**Question**

I changed the length of all cell edges of silicon by up to 4 % either way and computed the gap with PBE, r2SCAN and HSE06. Strain is the change in edge length. The band gap is the indirect one, and the least direct gap is the smallest energy for a transition at a fixed wave vector.

Diamond-structure Si (a = 5.444 Å, relaxed with r2SCAN) under hydrostatic strain, given per length, in Ansatz 0.2.0 (plane-wave PAW, no spin polarisation). Changes and energy rises are relative to the unstrained cell; band edges are also searched between mesh points. K mesh 6×6×6 for HSE06, 8×8×8 for PBE and r2SCAN; cutoff 420 eV for HSE06 and PBE, 500 eV for r2SCAN.

```
functional  strain (%)  band gap (eV)  band gap change (eV)  least direct gap change (eV)  energy rise per atom (meV)
     HSE06          -4          0.898                -0.246                         0.052                        97.9
     HSE06          -3          0.967                -0.178                         0.042                        52.8
     HSE06          -2          1.030                -0.114                         0.029                        22.2
     HSE06          -1          1.089                -0.055                         0.015                         5.0
     HSE06           1          1.195                 0.051                        -0.017                         6.1
     HSE06           2          1.242                 0.098                        -0.091                        22.2
     HSE06           3          1.285                 0.141                        -0.233                        47.5
     HSE06           4          1.324                 0.180                        -0.495                        81.0
       PBE          -4          0.336                -0.247                         0.040                       116.5
       PBE          -3          0.404                -0.179                         0.032                        67.5
       PBE          -2          0.468                -0.116                         0.022                        32.6
       PBE          -1          0.527                -0.056                         0.012                        10.4
       PBE           1          0.636                 0.052                        -0.013                         0.2
       PBE           2          0.684                 0.101                        -0.116                         9.9
       PBE           3          0.729                 0.146                        -0.262                        28.4
       PBE           4          0.771                 0.188                        -0.569                        54.7
    r2SCAN          -4          0.529                -0.241                         0.041                       100.2
    r2SCAN          -3          0.596                -0.174                         0.033                        54.6
    r2SCAN          -2          0.658                -0.112                         0.023                        23.5
    r2SCAN          -1          0.716                -0.054                         0.012                         5.7
    r2SCAN           1          0.820                 0.050                        -0.013                         5.3
    r2SCAN           2          0.866                 0.096                        -0.028                        20.6
    r2SCAN           3          0.909                 0.139                        -0.045                        44.9
    r2SCAN           4          0.948                 0.178                        -0.237                        77.3
```

1. How much does the gap move per percent, and which way?
2. What changes if I switch the functional?
3. What decides the sign?
4. Why does the least direct gap behave so differently on the stretched side?
5. Would germanium do the same?
6. Why are the PBE energies so lopsided?
7. Which digits can I trust?

**Answer**

**1. Size and sign.** Remember about 50 meV per percent of length: stretching widens the gap and squeezing narrows it. In terms of pressure, r2SCAN gives about −18 meV per GPa near the unstrained cell. The response is not a straight line. In HSE06 the gap grows by 69 meV from −4 to −3 %, but by only 39 meV from +3 to +4 %.

**2. The functional.** It matters greatly for the gap and hardly at all for its change. Without strain, HSE06 gives 1.144 eV and PBE 0.583 eV, yet at any one strain the changes from the three functionals agree within 10 meV. The gap joins the same two kinds of state throughout, and the table shows that the functionals differ mainly by a nearly constant shift between them, which cancels in the change. You can therefore add a cheap PBE change to one HSE06 gap: at +4 % this gives 1.144 + 0.188 = 1.332 eV, against 1.324 eV from HSE06 itself. This works only while the same valley stays lowest in both functionals; for the least direct gap it fails under stretch, as answer 4 shows.

**3. The sign.** The top of the valence band, at the zone centre Γ, consists of bonding p orbitals. Stretching weakens the bonds, which brings bonding and antibonding levels closer together, so this simple picture predicts a closing gap. The least direct gap does shrink as the cell grows, with each functional. The indirect gap does the opposite because it ends in another kind of state, a valley about five sixths of the way from Γ to the zone boundary point X.

Much of the valley state's density lies outside the bonds, and it mixes with empty d-like states. In this orbital picture, compression strengthens the mixing, and the valley sinks relative to the valence top. Stretching reverses this and opens the gap. The table shows the opposite signs of the two gaps; the orbital explanation comes from theory.

**4. The least direct gap.** This quantity is the smallest of several transitions, and the winner changes. In HSE06 at +1 %, the transition at Γ to a threefold level costs 3.30 eV, the one at the zone boundary point L 3.37 eV, and the one at Γ to a single level 3.86 eV. The first barely responds to strain. The second falls by about 0.14 eV per percent and soon becomes the smallest, which makes the first kink.

The still steeper drop at the end fits the single level. It is an antibonding combination of s orbitals in which the contributions of all four neighbours add up, so it should react most strongly to bond length. To be the smallest in HSE06 at +4 %, it would have to fall by about 0.35 eV per percent. I infer this assignment from the steepness and from the return of the r2SCAN and PBE transitions to Γ. In PBE the smallest transition is back at Γ at +3 %, far too low for the sluggish threefold one, and it drops by a further 0.307 eV to +4 %, a similar rate.

Here the functional does matter. At +3 % the change is −0.045 eV in r2SCAN but −0.262 eV in PBE, because the levels start at different spacings and cross at different strains. A smooth curve is no safeguard either: r2SCAN has already switched to L at that strain. All these direct gaps are the smallest found on the k mesh and at a few named points, so a smaller one in between could be missed.

**5. Germanium.** No, its gap narrows on uniform stretching. It is well known that germanium's lowest conduction valley lies at L, and that this valley sinks towards the valence top at Γ when the crystal is stretched. The silicon results only hint at this: their transition at L also shrinks, but it starts from the valence level at L, not at Γ. To guess the sign for a related semiconductor, first ask where its lowest conduction valley lies. In a calculation, check this for each functional: germanium's valley at Γ lies close above L and is expected to sink faster, and PBE is known to place it too low and to nearly close the gap.

**6. The PBE energies.** The cell was relaxed with r2SCAN and is slightly too small for PBE, so PBE gains energy from the first bit of expansion. The size of this effect follows from the pressure $P$ of the unstrained cell. A small strain $\varepsilon$ changes the volume $V$ per atom by $3\varepsilon V$, and the pressure then contributes to the energy a term linear in the strain:

$$\Delta E_{\mathrm{lin}}=-3PV\varepsilon .$$

With $P=1.31$ GPa, $V=20.17$ Å$^3$ and $\varepsilon=0.01$, the product is about 0.79 GPa Å$^3$. One GPa Å$^3$ is about 6.2 meV, so this term alone lowers the energy by about 5 meV per atom. It is not the whole change: the elastic cost, which grows with the square of the strain, is about as large at +1 % and cancels it, leaving the rise of 0.2 meV in the table.

To compare, take half the difference between the energy rises at +1 and −1 %, which removes the symmetric, spring-like part. PBE gives (0.2 − 10.4)/2 = −5.1 meV, close to the estimate. For r2SCAN, whose pressure is nearly zero, the same half difference is only −0.2 meV. Pressure is itself a derivative of the energy, so the agreement shows that the PBE data are consistent, not that PBE is accurate. The small r2SCAN residue comes mostly from a second cause, which grows quickly with strain: compression costs more than an equal stretch even in r2SCAN, with 100.2 against 77.3 meV at 4 %.

The PBE minimum lies near +0.5 %. At that length its gap would be about 0.03 eV wider. The table keeps this lattice effect out by comparing the functionals on the same cells; it would enter if each functional relaxed its own. The output below lists the pressure estimate and the position of this minimum. It also gives a pressure estimate for HSE06, which is less certain because the stress in those runs was only loosely converged.

**7. The digits.** Do not rank the functionals by differences of a few meV in the gap change, since their k meshes and cutoffs differ. How the valley is sampled matters more. Read on the regular mesh alone, the unstrained HSE06 gap would be 0.15 eV too large, and its change at +4 % would be about 0.16 eV instead of 0.18 eV. Check this before you blame a functional. The valley point used here was located with PBE and reused for HSE06 and r2SCAN, so their gaps may lie slightly above their true minima; near the bottom of a valley this error is expected to be small.

The absolute PBE gap is a different matter. Silicon's measured gap is roughly 1.1 eV, as I recall it, and PBE gives about half of that. Atomic vibrations, which these calculations leave out, narrow silicon's gap a little, so including them would deepen the shortfall. The cause is PBE's known underestimate of gaps.

Finally, the cells at −4 % are under about 15 GPa. Real silicon leaves the diamond structure at a lower pressure, so those rows describe a metastable crystal.

Output of the analysis:

```
Unstrained gap in HSE06 (eV): 1.144
Unstrained gap in PBE (eV): 0.583
Unstrained gap in r2SCAN (eV): 0.77
Unstrained gap, HSE06 less PBE (eV): 0.561
Largest difference in gap change, HSE06 and PBE (meV): 8
Largest difference in gap change, HSE06 and r2SCAN (meV): 5
Largest difference in gap change, PBE and r2SCAN (meV): 10
Gap slope around zero strain, HSE06 (meV per % of length): 53
Gap slope around zero strain, PBE (meV per % of length): 54
Gap slope around zero strain, r2SCAN (meV per % of length): 52
HSE06 gap step from -4 to -3 % (meV): 69
HSE06 gap step from 3 to 4 % (meV): 39
r2SCAN gap change with pressure around zero strain (meV per GPa): -17.81
HSE06 at 1 %, direct gap at Gamma to the threefold level (eV): 3.295
HSE06 at 1 %, direct gap at L (eV): 3.366
HSE06 at 1 %, direct gap at Gamma to the single level (eV): 3.861
HSE06 mean fall of the L gap from 1 to 3 % (eV per %): 0.1435
HSE06 mean fall of the single-level gap from 1 to 4 %, if it is the least one at 4 % (eV per %): 0.3479
r2SCAN step of least direct gap from 2 to 3 % (eV): -0.017
r2SCAN step of least direct gap from 3 to 4 % (eV): -0.192
PBE step of least direct gap from 3 to 4 % (eV): -0.307
Direct gap change at 3 %, r2SCAN less PBE (eV): 0.217
Direct gap change at 4 %, r2SCAN less PBE (eV): 0.332
Half difference of energy rise, 1 less -1 %, PBE (meV per atom): -5.1
Half difference of energy rise, 1 less -1 %, HSE06 (meV per atom): 0.55
Half difference of energy rise, 1 less -1 %, r2SCAN (meV per atom): -0.2
Linear energy term from pressure at 1 %, PBE (meV per atom): -4.966
Linear energy term from pressure at 1 %, HSE06 (meV per atom): 0.7065
Strain of the PBE energy minimum, parabola through -1, 0 and 1 % (%): 0.4811
HSE06 unstrained gap, mesh alone less valley included (eV): 0.1499
PBE unstrained gap, mesh alone less valley included (eV): 0.04244
HSE06 gap change at 4 % if read on the mesh alone (eV): 0.1565
```
